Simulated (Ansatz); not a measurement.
**Abstraction of H: GeH2(NH2)2 + CH4BO2 → GeH2(NH)(NH2) + CH5BO2**

Species: GeH2(NH2)2, singlet; CH4BO2 `CO[B]O`, doublet; GeH2(NH)(NH2), doublet; CH5BO2 `COBO`, singlet. A radical takes H: the energy is the difference in strength between the N–H bond broken and the B–H bond made.

Shapes, held fixed at every level: PBE0-D4/def2-TZVP. Flexible molecules stand in one conformer, not always the lowest. Programs: Ansatz 0.2.0. Electronic energies: no zero-point or thermal term.

| level | kind | ΔE (kJ/mol) | less CCSD(T)/def2-TZVPP | CPU time (sum over the molecules) |
| --- | --- | --- | --- | --- |
| HF/def2-TZVPP | Hartree–Fock | -18.8 | -30.0 | – |
| PBE-D4/def2-TZVPP | GGA | +22.3 | +11.1 | 24 s |
| PBE0-D4/def2-TZVPP | global hybrid | +18.1 | +6.9 | 24 s |
| wB97X-V/def2-TZVPP | range-separated hybrid | +6.7 | -4.5 | 60 s |
| B2PLYP/def2-TZVPP | double hybrid | +12.7 | +1.5 | 39 s |
| CCSD/def2-TZVPP | coupled cluster or CI | +7.3 | -3.9 | – |
| CCSD(T)/def2-TZVPP | coupled cluster or CI | +11.2 | 0.0 | 8.2 min |

The highest level, CCSD(T)/def2-TZVPP, gives ΔE = +11.2 kJ/mol; the levels span -18.8 to +22.3. They disagree on the sign: 6 of 7 are positive. The column of differences is taken from that level and isn't an error. No measured value is set beside it here. Open shells run unrestricted. Relativity is left out for Ge. Outer-core shells of Ge are correlated in most correlated rows, in sets that cover them unevenly. Times are processor times on shared x86 and Arm servers, and rough.

At the highest level the N–H bond is slightly stronger than the B–H bond that replaces it, so the transfer is mildly uphill in electronic energy. The near balance sets a nitrogen radical, its unpaired electron largely in a 2p orbital, against a boryl radical whose electron sits in a σ-type hybrid. The oxygen lone pairs donate into boron's formally empty p orbital and do little to stabilise that electron directly, which helps keep the B–H bond strong.

Only Hartree–Fock makes the reaction downhill, and the change of sign on adding correlation points to a missing contribution rather than a real ambiguity. The N–H pair lies close to a nitrogen lone pair, whereas boron has none, so breaking N–H probably costs more correlation energy than forming B–H returns. Triples move the result further the same way, from +7.3 to +11.2 kJ/mol. Because an N–H bond is stiffer than a B–H bond, vibrational energy would probably bring the reaction closer to thermoneutral.
